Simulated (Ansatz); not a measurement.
## A family of molecules: the atomisation energy (no zero-point term)

One atom is swapped for its congeners: B(CH2)(CH3)F; Al(CH2)(CH3)F; Ga(CH2)(CH3)F. All are doublets with charge 0.

Shapes, held fixed at every level: PBE0-D4/def2-TZVP. Flexible molecules stand in one conformer, not always the lowest. Programs: Ansatz 0.2.0. Values in eV.

(1) How should the atomisation energy change along the series?

## Answers

(1) At CCSD(T)/def2-TZVPP the atomisation energy falls at every step, from 36.29 to 32.03 eV. Every level shows the same order. Open shells run unrestricted unless RO is named. Relativity is left out for Ga unless named. Correlated rows may include outer-core shells of Ga, which these sets cover unevenly. Spin-orbit coupling, which grows down the group, is left out (summed over each molecule's free atoms 0.03, 0.03, 0.09 eV).

| level | B(CH2)(CH3)F | Al(CH2)(CH3)F | Ga(CH2)(CH3)F |
| --- | --- | --- | --- |
| PBE-D4/def2-TZVPP | 37.95 | 34.76 | 33.04 |
| B3LYP-D4/def2-TZVPP | 37.31 | 34.36 | 32.44 |
| PBE0-D4/def2-TZVPP | 37.46 | 34.34 | 32.61 |
| wB97M-V/def2-TZVPP | 37.31 | 34.43 | 32.52 |
| MP2/def2-SVP | 36.24 | 33.13 | 31.53 |
| CCSD(T)/def2-TZVPP | 36.29 | 33.62 | 32.03 |

The atomisation energy falls from boron to aluminium to gallium at every level, and the first step is always the larger. The C–H bonds are common to all three molecules and largely cancel in the comparison, so the trend mainly reflects the bonds to the group 13 atom. Boron's compact 2s and 2p orbitals overlap well with carbon and fluorine, and its formally empty p orbital accepts π density from fluorine and probably also from the radical CH2 carbon. Aluminium's more diffuse valence shell weakens the covalent bonds, though the strongly polar Al–F bond offsets part of the loss. At gallium, the poorly screening filled 3d shell holds the 4s electrons more tightly, making them costlier to engage in bonding, and the bond to fluorine is less ionic than aluminium's.

The density functionals all lie above CCSD(T), a gap that probably owes something to the slower basis-set convergence of the correlated energy. The ordering is secure, but these totals do not apportion the loss between the bonds to carbon and to fluorine.
